# Demarcation energy and the $I\times t$ spectrum of isothermal emission

An n-type MOS capacitor is held in accumulation until its interface traps are full and is stepped into depletion at $t=0$. The gate current then decays over many decades of time at fixed temperature and bias. The product $t\,I(t)$ plotted against $\ln t$ is a smoothed image of the interface-trap density, a result associated with Simmons and Tam (1973). The derivation below gives the energy axis, the density axis and the resolution.

## 1. Premises and conventions

The trap depth is $\Delta = E_c - E > 0$, measured from the conduction-band edge at the interface. $D_{it}(\Delta)$ is in cm$^{-2}$eV$^{-1}$, $kT$ in eV, the gate area $A$ in cm$^2$, and $q>0$ is the elementary charge.

- **P1.** Traps lie in the interface plane, hold one electron or none, act independently, and exchange carriers with the conduction band only.
- **P2.** The capture coefficient is $c_n=\sigma v_{th}$, with $\sigma$ independent of depth, field and time. The convention here is $v_{th}=\sqrt{3k_BT/m^*}$, and $\sigma$ is defined relative to it.
- **P3.** Electrons are nondegenerate, $n=N_c e^{-(E_c-E_F)/kT}$ with $N_c=2(2\pi m^*k_BT/h^2)^{3/2}$. Level degeneracy is absorbed into $\Delta$, which is thus a free energy of ionisation.
- **P4.** All traps of interest are full at $t=0$, and recapture is negligible afterwards.
- **P5.** The gate voltage is constant for $t>0$, the oxide neither conducts nor traps, and free carriers respond instantly on the time scale of emission.

## 2. Emission rate

By P1 the occupancy $f$ of a trap obeys

$$\frac{df}{dt}=c_n n_s(1-f)-e_n f, \tag{1}$$

with $n_s$ the electron density at the interface. In equilibrium $df/dt=0$, and the Fermi function gives $(1-f)/f=e^{(E-E_F)/kT}$. With P3,

$$e_n=c_nN_c\,e^{-(E_c-E_F)/kT}e^{(E-E_F)/kT}=\nu\,e^{-\Delta/kT},\qquad \nu=\sigma v_{th}N_c. \tag{2}$$

The Fermi level cancels. Emission is a property of the trap and the lattice, so (2) is kept out of equilibrium. Since $v_{th}\propto T^{1/2}$ and $N_c\propto T^{3/2}$, $\nu\propto T^2$ at fixed $\sigma$.

## 3. Occupancy and the demarcation energy

By P4 the capture term drops out and $f(0)=1$, so (1) integrates to $f=\exp(-e_nt)$. Define the demarcation energy $E_d(t)$ as the level whose time constant $1/e_n$ equals the elapsed time. Setting $e_nt=1$ in (2) gives

$$\Delta_d(t)=E_c-E_d(t)=kT\ln(\nu t). \tag{3}$$

Introduce

$$x=e_nt,\qquad u=\frac{\Delta-\Delta_d}{kT}.$$

From (2) and (3), $x=\nu t\,e^{-\Delta/kT}=e^{-u}$, and therefore

$$f=\exp(-e^{-u}). \tag{4}$$

The occupancy is a fixed profile that slides rigidly in energy. Shallower traps ($u<0$) are empty and deeper traps ($u>0$) are full. The front moves at $d\Delta_d/dt=kT/t$, or $kT\ln10$ per decade. It is asymmetric: $f=e^{-1}=0.368$ at $u=0$, half occupancy lies at $u=-\ln\ln2=0.367$, and the rise from $f=0.1$ to $f=0.9$ spans $3.08\,kT$.

## 4. From emitted charge to terminal current

Each emitted electron raises the interface charge by $q$, whether the trap is donor-like or acceptor-like. The rate per area is

$$\frac{dQ_{it}}{dt}=q\int D_{it}(\Delta)\left(-\frac{\partial f}{\partial t}\right)d\Delta=q\int D_{it}\,e_n e^{-e_nt}\,d\Delta. \tag{5}$$

The ammeter sees the change of gate charge, which is smaller. Let $Q_G$ and $Q_s$ be the gate and depletion charges per area and $\psi_s$ the surface potential, negative in depletion. Three differential relations hold.

- Neutrality: $dQ_G+dQ_{it}+dQ_s=0$.
- Constant $V_G=\text{const}+Q_G/C_{ox}+\psi_s$: $dQ_G=-C_{ox}\,d\psi_s$.
- Definition of the depletion capacitance: $dQ_s=-C_d\,d\psi_s$, with $C_d=\epsilon_s/W$.

Inserting the last two in the first gives

$$d\psi_s=\frac{dQ_{it}}{C_{ox}+C_d},\qquad dQ_G=-\eta\,dQ_{it},\qquad \eta=\frac{C_{ox}}{C_{ox}+C_d}. \tag{6}$$

The gate becomes more negative and the band bending shrinks as traps empty. The magnitude of the gate current is $I=\eta A\,dQ_{it}/dt$, with $\eta$ taken at the instantaneous $W$. It approaches 1 only when $C_d\ll C_{ox}$. The high-frequency capacitance $C=C_{ox}C_d/(C_{ox}+C_d)$ gives it directly, since $\eta=1-C/C_{ox}$.

## 5. The $I\times t$ spectrum

Multiply (5) by $\eta At$, so that $e_nt\,e^{-e_nt}=xe^{-x}$, and substitute $\Delta=\Delta_d+kTu$, $d\Delta=kT\,du$:

$$tI(t)=\eta qA\,kT\int D_{it}(\Delta_d+kTu)\,g(u)\,du,\qquad g(u)=xe^{-x}=\exp(-u-e^{-u}). \tag{7}$$

This is exact under P1 to P5. The kernel is $g=df/du$, and $f$ runs from 0 to 1, so $g$ has unit area on the whole axis. Its maximum, from $d(xe^{-x})/dx=(1-x)e^{-x}=0$, lies at $x=1$, exactly at $E_d$. If the trap band ends at a shallow edge where $x=x_a$ and a deep edge where $x=x_b$, the area inside is $e^{-x_b}-e^{-x_a}$. The shallow edge is forgotten very quickly. The deep edge removes a fraction close to $x_b$ when $x_b\ll1$.

**Leading order.** If $D_{it}$ is constant over the kernel it leaves the integral:

$$\boxed{\,t\,I(t)=\eta\,qA\,kT\,D_{it}(E_d),\qquad E_c-E_d=kT\ln(\nu t)\,} \tag{8}$$

A sharp front sweeping at the rate $kT/t$ through a density $D_{it}$ gives the same current. A flat $D_{it}$ yields $I\propto1/t$. The density axis does not contain $\sigma$, which enters the energy axis alone.

**Corrections.** With $u=-\ln x$ and $|du|=dx/x$, all moments follow from one integral,

$$\int_{-\infty}^{\infty}e^{-su}g(u)\,du=\int_0^\infty x^{s}e^{-x}dx=\Gamma(1+s),\qquad s>-1. \tag{9}$$

Differentiating at $s=0$ gives $\langle u\rangle=-\Gamma'(1)=\gamma=0.577$ (Euler's constant) and $\langle u^2\rangle=\Gamma''(1)=\gamma^2+\pi^2/6$, so the variance is $\pi^2/6$. A Taylor expansion of $D_{it}$ about $\Delta_d$ therefore has a first-order term $\gamma kT\,D_{it}'$, the prime meaning $d/d\Delta$. Expanding about the centroid removes that term:

$$\frac{tI}{\eta qA\,kT}=D_{it}(\bar\Delta)+\frac{\pi^2}{12}(kT)^2D_{it}''(\bar\Delta)+\dots,\qquad \bar\Delta=\Delta_d+\gamma kT=kT\ln(1.781\,\nu t). \tag{10}$$

Here $e^{\gamma}=1.781$ and $\pi^2/12=0.822$. A sharp peak appears at $\Delta_d$, while a smooth continuum is best plotted against $\bar\Delta$.

**Exponential distribution.** For $D_{it}\propto e^{-\Delta/E_0}$, equation (9) with $s=kT/E_0$ gives the closed result

$$tI=\eta qA\,kT\,D_{it}(\Delta_d)\,\Gamma(1+s),\qquad I\propto t^{-(1+s)}, \tag{11}$$

where the power law follows from $e^{-\Delta_d/E_0}=(\nu t)^{-s}$.

## 6. Resolution

A discrete level of areal density $N_t$ gives, from (5) and (6), $tI=\eta qAN_t\,xe^{-x}$. The peak lies at $t=1/e_n$ with height $\eta qAN_t\,e^{-1}$, and (8) converts it to an apparent density $N_te^{-1}/kT$.

Half height requires $xe^{-x}=e^{-1}/2$, or $\ln x=x-1-\ln2$. The roots are $x_1=0.232$ and $x_2=2.678$, that is $u=1.461$ and $u=-0.985$. Subtracting the equation at the two roots shows that $\ln(x_2/x_1)=x_2-x_1$, so

$$\text{FWHM}=(x_2-x_1)\,kT=2.446\,kT, \tag{12}$$

which is 1.06 decades of time at any temperature. On the time axis the level has its long tail at early times, where $tI\propto t$. In energy the kernel has its long tail toward deeper traps.

Deconvolution is limited by noise. Setting $s=ik$ in (9), a ripple in $D_{it}$ of period $P$, with $k=2\pi kT/P$, is transmitted with amplitude $|\Gamma(1+ik)|=\sqrt{\pi k/\sinh\pi k}$. For a period equal to the FWHM, $k=2.57$ and the amplitude is 0.071.

## 7. Range of validity

1. **Time window.** Equation (8) needs $\nu t\gg1$, $t$ well beyond the circuit $RC$ time and the pulse edge, and a front several $kT$ from the deep end of the trap band.
2. **Smoothness.** $kT|D_{it}'|\ll D_{it}$ for (8), and $(kT)^2|D_{it}''|\ll D_{it}$ for the leading term of (10).
3. **Recapture.** From (2) and P3, $c_nn_s/e_n=e^{-(\Delta_F-\Delta)/kT}$, where $\Delta_F$ is the depth of the electron quasi-Fermi level at the interface. The front stalls near $\Delta_F$, and $\Delta_F$ decreases during the transient by (6).
4. **Filling.** The fill pulse must exceed $1/(c_nn_s)$. Saturation of the signal with fill time tests P4.
5. **Minority carriers.** Hole exchange must be negligible. This fails near midgap in silicon and holds well for the upper eV of a gap of typically 4.8 eV, as in $\beta$-Ga$_2$O$_3$.
6. **Cross-section.** A factor of ten in $\sigma$ shifts the energy axis by $kT\ln10$. If $\sigma$ depends on depth, $|d\ln x/d\Delta|=1/kT-d\ln\sigma/d\Delta$, and (8) acquires the factor $1/(1-kT\,d\ln\sigma/d\Delta)$ when this slope varies slowly. A feature followed through several temperatures gives a plot of $\ln(tT^2)$ against $1/kT$. Its slope is the ionisation enthalpy plus any capture barrier, and its intercept gives an apparent $\sigma$.
7. **Field.** A trap that is positive when empty has the barrier $-q^2/(4\pi\epsilon x)-qFx$, whose maximum is lowered by $\sqrt{q^3F/\pi\epsilon}$ along the field (one-dimensional Poole–Frenkel estimate). True depths then exceed those of (3).
8. **Other currents.** Border traps that empty by tunnelling, and dielectric relaxation, also give currents close to $1/t$. Their spectra do not follow (3) when the temperature changes. Bulk traps at a distance $x$ from the interface contribute with weight $\eta(1-x/W)$, the ratio of $(W-x)/\epsilon_s$ to $1/C_{ox}+W/\epsilon_s$. Steady leakage $I_L$ adds $I_Lt$, a false rise at large depth.

## 8. Illustration: Al$_2$O$_3$ on $\beta$-Ga$_2$O$_3$

**Inputs.** A (100) surface has its field along $a^*$, for which the compiled static permittivity is 10.2 (Gopalan 2020). The typical electron mass is $m^*=0.28\,m_0$. Deposited gate alumina is normally amorphous, so a typical permittivity of 8.5 is used and not a corundum value. The assumed values are an oxide thickness of 20 nm, $N_D=10^{17}$ cm$^{-3}$ fully ionised, an initial band bending of 2 V, $A=10^{-3}$ cm$^2$ and $\sigma=10^{-15}$ cm$^2$. The assumed trap density is $D_{it}=3\times10^{12}\,e^{-(\Delta-0.3\,\text{eV})/0.2\,\text{eV}}$ cm$^{-2}$eV$^{-1}$ between 0.3 and 0.9 eV and zero outside, falling to $1.5\times10^{11}$ at the deep end.

**Energy axis.** At 300 K, $kT=25.85$ meV, $N_c=3.72\times10^{18}$ cm$^{-3}$, $v_{th}=2.21\times10^7$ cm/s and $\nu=8.2\times10^{10}$ s$^{-1}$. At 400 K, $kT=34.47$ meV and the $T^2$ scaling gives $\nu=1.46\times10^{11}$ s$^{-1}$. The arrival times $t=\nu^{-1}e^{\Delta/kT}$ of the front are:

| $T$ | 0.3 eV | 0.6 eV | 0.9 eV | FWHM |
|---|---|---|---|---|
| 300 K | 1.3 µs | 0.15 s | $1.6\times10^4$ s | 63 meV |
| 400 K | 41 ns | 0.25 ms | 1.5 s | 84 meV |

At 300 K the front moves 59.5 meV per decade and needs 10.1 decades for the whole band. Heating brings the deep end within reach at the cost of resolution.

**Coupling.** $C_{ox}=0.376$ µF/cm$^2$. The depletion approximation $W=\sqrt{2\epsilon_s|\psi_s|/qN_D}$ gives 150 nm, so $C_d=0.0601$ µF/cm$^2$ and $\eta=0.862$. The band holds $5.7\times10^{11}$ cm$^{-2}$ electrons. By (6) their loss reduces the band bending by about 0.21 V to 1.79 V, where $\eta=0.855$. A constant $\eta=0.86$ is used.

**Current at 300 K.** Here $s=0.129$ and $\Gamma(1+s)=0.940$. The entries follow from (3) and (11), without intermediate rounding.

| $t$ (s) | $\Delta_d$ (eV) | $D_{it}(\Delta_d)$ ($10^{11}$ cm$^{-2}$eV$^{-1}$) | $tI$ (pC) | $I$ |
|---|---|---|---|---|
| $10^{-4}$ | 0.412 | 17.2 | 5.8 | 58 nA |
| $10^{-2}$ | 0.531 | 9.47 | 3.2 | 0.32 nA |
| $1$ | 0.650 | 5.22 | 1.7 | 1.7 pA |
| $10^{2}$ | 0.769 | 2.88 | 0.96 | 9.6 fA |

The current falls as $t^{-1.13}$. The edge at 0.9 eV lowers the last row by only 0.3 %. Reading these currents with (8) returns a density 6 % below the input. Shifting the axis deeper by $\gamma kT=15$ meV changes the ratio to $\Gamma(1+s)e^{\gamma s}=1.013$, and the second-order term of (10) predicts 1.014. The femtoampere level of the last row is easily buried in leakage, which is a second reason to scan the deep traps at higher temperature.

**Premises.** The bulk Fermi level lies $kT\ln(N_c/N_D)=0.093$ eV below $E_c$. At flat band the capture time is 0.45 ns and the 0.3 eV traps are empty only to about $3\times10^{-4}$. At the end of the transient $\Delta_F=1.88$ eV, which is $38\,kT$ beyond the deepest trap, so recapture is negligible. The device capacitance in depletion is 52 pF, and an assumed 100 Ω gives 5.2 ns.

**Neglected terms that compete.** The interface field in the semiconductor is $2|\psi_s|/W=0.27$ MV/cm. For donor-like traps the Poole–Frenkel estimate is 0.12 eV with the static permittivity and 0.21 eV with the compiled high-frequency value 3.57 (Schubert 2016). Both exceed the FWHM, so spectra should be taken at two depletion biases. A factor of 100 in $\sigma$ also moves the axis by 0.12 eV. An assumed bulk level at 0.8 eV with $N_T=10^{15}$ cm$^{-3}$ stays filled by recapture wherever the local band bending is below $0.8-0.093=0.71$ V. In the depletion approximation this is the outer $\lambda=89$ nm of the layer. The level emits late in the transient, when the band bending is close to 1.79 V and $W=142$ nm, so only the inner 53 nm empty. Integrating the weight $1-x/W$ from 0 to $W-\lambda$ gives an apparent peak of $N_Te^{-1}(W^2-\lambda^2)/(2W\,kT)=0.6\times10^{11}$ cm$^{-2}$eV$^{-1}$ on an interface density of $2.5\times10^{11}$ at that depth.

The depths, times and currents above are the model's. The assumed $D_{it}$ was chosen inside the range typical of this interface, roughly $10^{11}$ to $10^{13}$ cm$^{-2}$eV$^{-1}$ depending on surface treatment and anneal, and at fixed shape the currents scale in proportion to it. The density axis is fixed by (7), whereas the energy axis remains uncertain by 0.1 eV or more until $\sigma$ and the field dependence are determined on the sample.